# Solution key: extracting $n$ and $k$ from terahertz transmission

**Conventions and inputs.** Fields vary as $e^{-i\omega t}$, $N=n+ik$, and $\alpha=2\omega k/c$ is the power absorption coefficient. A plane-parallel free film of thickness $d$ stands in air of index 1 at normal incidence, and $H=E_s/E_r$ is the ratio of sample to reference spectrum. For room-temperature water at 1 THz take the typical values $n=2.1$, $\alpha=230\ \mathrm{cm^{-1}}$. Assume an amplitude dynamic range $\mathrm{DR}=1000$ and a thickness uncertainty $\delta d=1\ \mu$m. All results are the model's.

## (a) Dimensionless groups

The only length besides $d$ is $c/\omega=47.71\ \mu$m, so $H$ depends on $n$, $k$ and $x=\omega d/c$. Attenuation enters as $u=\alpha d=2kx$, and the uncertainties add $\delta d/d$ and DR. For water $k=0.549$, carried unrounded below. The thickness $d_0=2/\alpha=87\ \mu$m has $x_0=1/k=1.822$.

## (b) Transfer function and inversion

The two faces transmit $2/(N+1)$ and $2N/(N+1)$, and the reference crosses air of thickness $d$. Summing the round trips gives

$$H=\frac{T\,e^{i(N-1)x}}{1-r^2e^{2iNx}},\qquad T=\frac{4N}{(N+1)^2},\qquad r=\frac{N-1}{N+1}.$$

Drop the echoes and replace $T$ by $T_0=4n/(n+1)^2$. Then $\phi=\arg H=(n-1)x$ and $|H|=T_0e^{-u/2}$, so

$$n=1+\frac{c\phi}{\omega d},\qquad \alpha=\frac2d\ln\frac{4n}{|H|(n+1)^2}.$$

Here $\phi$ is the unwrapped phase. A slip of $2\pi$ shifts $n$ by $\lambda/d$, which is 3.4 at $d_0$.

## (c) Regimes of $n$ and $k$

For $n\to1$, $T_0\simeq1-(n-1)^2/4$. For $n\gg1$, $T_0\simeq(4/n)(1-2/n)$. Absorption changes $|T|$ only at order $k^2$: for water $T_0=0.874$ and $|T|=0.876$. The phase changes at first order:

$$\arg T=\arctan\frac kn-2\arctan\frac k{n+1}\simeq-k\,\frac{n-1}{n(n+1)}.$$

The coefficient peaks at $n=1+\sqrt2$ with value $3-2\sqrt2=0.172$, and water, at 0.169, is close to that worst case. The simple inversion is biased by $\Delta n=\arg T/x$, which at $d_0$ scales as $k^2$. For water $\arg T=-0.0948$ rad (leading term $-0.093$), so $\Delta n=-0.052$ at $d_0$, or 4.7% of $n-1$. The low $n$ raises $T_0$, and $\alpha$ comes out high by $1.5\ \mathrm{cm^{-1}}$.

In the opposite limit of a good conductor, $n\approx k\gg1$, $T\to4/N$ and $\arg T\to-\pi/4$, while the propagation phase at $d_0$ is $(n-1)/k\to1$ rad. The simple inversion then fails.

In a cell with windows of index $n_w$, referred to the empty cell, $T$ becomes $N(1+n_w)^2/(N+n_w)^2$ when all echoes are dropped. Its first-order phase $k(n_w-n)/[n(n+n_w)]$ vanishes at index match. Fused silica, typically $n_w\approx1.95$, leaves a full phase of $-0.014$ rad.

## (d) Regimes of thickness

*Thin film.* Writing $H=e^{-ix}/[\cos Nx-\tfrac i2(N+1/N)\sin Nx]$ and expanding with $\varepsilon=N^2$,

$$\ln H=\tfrac i2(\varepsilon-1)x-\tfrac18(\varepsilon-1)^2x^2+\dots$$

All echoes overlap and the film reports $(\varepsilon-1)d$. The relative correction is $|\varepsilon-1|x/4$. With $|\varepsilon-1|=3.87$ it reaches 10% at $d=4.9\ \mu$m.

*Thick film.* The first echo adds $r^2e^{2iNx}$ to $\ln H$, of modulus $|r|^2e^{-u}$, and arrives after about $2nd/c$ (phase index used for the group index). At $d_0$ this delay is 1.2 ps, comparable with a typical pulse of about 1 ps, and a gate that short limits the resolution to about 0.82 THz. Gating is therefore not what removes the echoes in water. Absorption does: $|r|^2=0.152$ gives an echo of 0.021 at $d_0$, which moves $N$ by about $0.021/x_0=0.011$ in modulus. The echo falls below 1% at $u=\ln(100|r|^2)=2.72$, or $d=118\ \mu$m. Between 4.9 and 118 $\mu$m the full $H$ must be fitted.

## (e) Thickness error

Without echoes $\ln H=\ln T+i(N-1)x$. With $g=d\ln T/dN=-(N-1)/[N(N+1)]$,

$$(ix+g)\,\delta N=\delta\ln H-i(N-1)\,x\,\frac{\delta d}{d}.$$

At fixed data, $\delta\ln H=0$, and for $x\gg|g|$ this gives $\delta n=-(n-1)\,\delta d/d$ and $\delta\alpha=-\alpha\,\delta d/d$. The exact factor is $1/(1-ig/x)$, with $|g|=0.18$ for water. Differentiating the simple inversion gives its own version of the correction,

$$\frac{\delta\alpha}{\alpha}=-\left[1-\frac2u\,\frac{(n-1)^2}{n(n+1)}\right]\frac{\delta d}{d}.$$

For $u\gg1$ the bracket tends to 1. For $u\ll1$ the Fresnel term dominates and reverses the sign. At $d_0$ the bracket is 0.814, and the complex form gives $\delta n=-1.147\,\delta d/d$ and $\delta\alpha/\alpha=-0.796\,\delta d/d$. One micrometre costs $\delta n=-0.013$ and $\delta\alpha=-2.1\ \mathrm{cm^{-1}}$.

## (f) Additive noise and the best thickness

Let each spectrum carry independent circular complex noise $\eta$ with $\langle|\eta|^2\rangle=\sigma^2$, and set $\mathrm{DR}=|E_r|/\sigma$. For $\sigma\ll|E_s|$, $\delta\ln H=\eta_s/E_s-\eta_r/E_r$, whose real and imaginary parts share the variance equally. Dropping $g$, which changes $|ix+g|$ by 0.2% at $d_0$,

$$\sigma_n^2=\sigma_k^2=\frac{1}{2\,\mathrm{DR}^2x^2}\left(\frac{e^{u}}{|T|^2}+1\right).$$

If only the sample term is kept, $\sigma_n\propto e^{u/2}/u$. It falls as $1/d$ for $u\ll1$, grows exponentially for $u\gg1$, and is least at $u=2$, that is $d=2/\alpha$. With $u=2(1+s)$ the penalty factor is $e^s/(1+s)\simeq1+s^2/2$: 1.21 at half and 1.36 at double the optimum.

Now collect the terms that fall as $1/x$ without the exponential, namely reference noise and a thickness uncertainty independent of $d$, added in quadrature:

$$\sigma_n^2=\frac{e^u+\beta}{2\,\mathrm{DR}^2|T|^2x^2},\qquad \beta=|T|^2\left[1+2\,\mathrm{DR}^2\left(\frac{(n-1)\,\omega\,\delta d}{c}\right)^2\right].$$

Setting the derivative of $(e^u+\beta)/u^2$ to zero gives $(u-2)e^u=2\beta$, so

$$u^*=2+W(2\beta e^{-2}),$$

with $W$ the principal Lambert function, $We^W=z$. For small $\beta$, $u^*\simeq2+2\beta e^{-2}$. For large $\beta$, $u^*\simeq\ln2\beta-\ln\ln(2\beta e^{-2})$, a logarithmic growth. The two terms are equal at $u=2$ when $\beta=e^2$, reached here at $\delta d=0.090\ \mu$m.

- Reference noise alone: $\beta=|T|^2=0.767$, $u^*=2.17$, $d=95\ \mu$m. Even $|T|=1$ gives only 2.22.
- With $\delta d=1\ \mu$m: $\beta=816$, $u^*=6.01$, $d=261\ \mu$m.

An uncertainty proportional to $d$ adds a constant and leaves the optimum unmoved.

## (g) Dynamic-range ceiling

The sample signal meets the noise floor at $|H|=1/\mathrm{DR}$, so

$$u_{\max}=2\ln(\mathrm{DR}\,|T|)\simeq2\ln\left[\mathrm{DR}\,\frac{4n}{(n+1)^2}\right].$$

Both forms give 13.55, or $d_{\max}=589\ \mu$m, and each decade of DR adds $2\ln10=4.61$, or 200 $\mu$m. DR is the value at the frequency concerned. If sample power spectra are averaged, the noise power adds to the signal and the apparent value is $-\ln(e^{-u}+e^{-u_{\max}})$. This equals $u-e^{u-u_{\max}}$ well below the ceiling and saturates at $u_{\max}$ above it. The thickness $2/\alpha$ lies under the ceiling only if $\mathrm{DR}\,|T|>e$.

## (h) Budget for water and a doped silicon wafer

For contrast take n-type silicon of 1 $\Omega$ cm in a Drude model, $\varepsilon=\varepsilon_L+i\sigma_0/[\varepsilon_0\omega(1-i\omega\tau)]$, with $\sigma_0=100$ S/m and typical $\varepsilon_L=11.7$, $\tau=0.19$ ps. Then $\omega\tau=1.19$, $\varepsilon=10.82+0.74i$, $N=3.29+0.113i$ and $\alpha=47\ \mathrm{cm^{-1}}$.

| at $d=2/\alpha$ | water | silicon |
|---|---|---|
| $d$ ($\mu$m) | 87 | 424 |
| echo delay (ps) | 1.2 | 9.3 |
| Fresnel-phase bias $\Delta n$ | $-0.052$ | $-0.0021$ |
| $-(n-1)\,\delta d/d$ | $-0.013$ | $-0.0054$ |

In the model wafer the echo can be gated, the real $T_0$ is nearly adequate, and a standard 525 $\mu$m wafer carries a noise penalty factor of only 1.025. In water at $d_0$ the order is Fresnel phase (0.052), thickness (0.013), echo (0.011) and additive noise (0.0013), so the quantity that $d=2/\alpha$ minimises is the smallest entry. At 261 $\mu$m the echo is $3.7\times10^{-4}$ and the model's combined $\sigma_n$ drops from 0.013 to 0.0052. The Fresnel-phase bias there is still $-0.017$, so the complex $T$ must be kept. The water inputs were chosen to reproduce typical room-temperature behaviour. The optimum of 261 $\mu$m rests on the assumed DR and $\delta d$, though only through the logarithm of $\mathrm{DR}\,\delta d$.